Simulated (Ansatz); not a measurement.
**Swapping H for Cl on Si: the mean Si–Cl bond length**

On one Si centre, n of the H ligands are replaced by Cl. The mean Si–Cl bond length y in Å at PBE0-D4/def2-TZVP. The shapes are optimised at that level. Programs: Ansatz 0.2.0.

| molecule | n | y (Å) |
| --- | --- | --- |
| SiH3Cl | 1 | 2.054 |
| SiH2Cl2 | 2 | 2.040 |
| SiHCl3 | 3 | ? |
| SiCl4 | 4 | 2.021 |

**Question.** Fit y = c + s·n to the known rows and predict SiHCl3.

**Answer.** 
1. Means of the 3 rows: n = 2.33333, y = 2.0383.
2. Σ(Δn)² = 4.6667, Σ(Δn·Δy) = -0.050333, so the slope is -0.050333/4.6667 = -0.010786.
3. Intercept: 2.0383 − (-0.010786) × 2.33333 = 2.0635. The largest residual of the fit is 0.0019.
4. SiHCl3: 2.0635 + (-0.010786) × 3 = 2.031 Å.

The run gave 2.030 Å, so the prediction is off by +0.001 Å, within the largest residual. The step per swap drifts from -0.014 to -0.009 Å.

The Si–Cl bond shortens with every H replaced by Cl, from 2.054 Å in SiH3Cl to 2.021 Å in SiCl4, but each further swap has a smaller effect. The main cause is probably the growing electron withdrawal from silicon: its positive charge rises, its valence orbitals contract, and the polar attraction to each chlorine strengthens. Bent's rule points the same way. Silicon directs p character towards chlorine and keeps s character for hydrogen, so as hydrogens are lost the average Si–Cl bond regains s character and tightens. Donation from chlorine lone pairs into neighbouring Si–Cl σ* orbitals may also contribute, though bond lengths alone cannot separate these effects. The weakening response suggests that the withdrawal saturates as the chlorines compete for the same electron density, with repulsion between them possibly adding to it. The straight line therefore works as an interpolation over a gently curved trend, and its success for SiHCl3 is no evidence that the substituents act in a strictly additive way.
